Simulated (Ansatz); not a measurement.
# Cu: phonon heat capacity and phonon entropy against temperature

All results are calculated (Ansatz 0.2.0). Harmonic vibrational free energy, entropy and heat capacity at constant volume, per atom, from the force constants of a q mesh, imaginary modes left out; plane waves with PAW datasets, Gamma-centred k mesh.

Structure of every row (space group Fm-3m, No. 225):
```
Cu
1.0
      0.0000     1.7711     1.7711
      1.7711     0.0000     1.7711
      1.7711     1.7711     0.0000
Cu
1
Direct
  0.00000 0.00000 0.00000
```

Settings of every row: functional LDA; dispersion none; spin none; wave cutoff 420 eV; k mesh 20x20x20; occupations fermi dirac; smearing width 0.15 eV; volume over rest 1.02; phonon method linear response; q mesh 2x2x2.

Limits: coarse q mesh; metal sensitive to the k mesh.

| row | temperature (K) | phonon heat capacity (kB/atom) | phonon entropy (kB/atom) | phonon free energy (meV/atom) |
| --- | --- | --- | --- | --- |
| 1 | 200 | ? | ? | ? |
| 2 | 300 | 2.822 | 3.808 | -16.1 |
| 3 | 400 | 2.898 | 4.632 | -52.7 |
| 4 | 500 | 2.934 | 5.282 | -95.5 |
| 5 | 600 | 2.954 | 5.819 | -143.4 |
| 6 | 700 | 2.966 | 6.276 | -195.5 |
| 7 | 800 | 2.974 | 6.672 | -251.4 |
| 8 | 900 | 2.979 | 7.023 | -310.4 |
| 9 | 1000 | 2.983 | 7.337 | -372.3 |

Question: what phonon heat capacity and phonon entropy should row 1 give?

Worked fit of phonon heat capacity. At high temperature a harmonic heat capacity falls short of its limit by a term in 1/T², so take t = (100 K / T)². The shown rows have t = 0.11111, 0.0625, 0.04, 0.02778, 0.02041, 0.01562, 0.01235, 0.01. Least squares give phonon heat capacity = 2.9996 − 1.6596 × t + 0.551 × t² kB/atom; a straight line predicts inner rows, each left out in turn, worse (root mean square 0.0006 against 0.00016 kB/atom). All shown rows lie on it to the printed digit. The constant, 2.9996 kB/atom, is to be held against the harmonic limit of 3 k_B an atom. The withheld row has t = 0.25, so the fit gives 2.9996 − 1.6596 × (0.25) + 0.551 × (0.25)² = 2.619 kB/atom.

The calculation gave 2.622 kB/atom. The fit lies 0.003 kB/atom (0.83 % of the column's range) below it; its largest miss of a shown row is 0.000 kB/atom. This row lies beyond the range of the fit.

Worked fit of phonon entropy. Entropy rises as the heat capacity times the change of ln T, so take t = ln(T / 300 K). The shown rows have t = 0, 0.2877, 0.5108, 0.6931, 0.8473, 0.9808, 1.0986, 1.204. Least squares give phonon entropy = 3.8064 + 2.86044 × t + 0.06109 × t² kB/atom; a straight line predicts inner rows, each left out in turn, worse (root mean square 0.008 against 0.0021 kB/atom). The rows lie off it by 0.002, -0.002, -0.001, 0.001, 0.002, 0.001, 0.000, -0.002. The withheld row has t = -0.4055, so the fit gives 3.8064 + 2.86044 × (-0.4055) + 0.06109 × (-0.4055)² = 2.657 kB/atom.

The calculation gave 2.7 kB/atom. The fit lies 0.043 kB/atom (1.6 % of the value, 0.93 % of the column's range) below it; its largest miss of a shown row is 0.002 kB/atom. This row lies beyond the range of the fit.

The other values of row 1: phonon free energy 12.2 meV/atom.
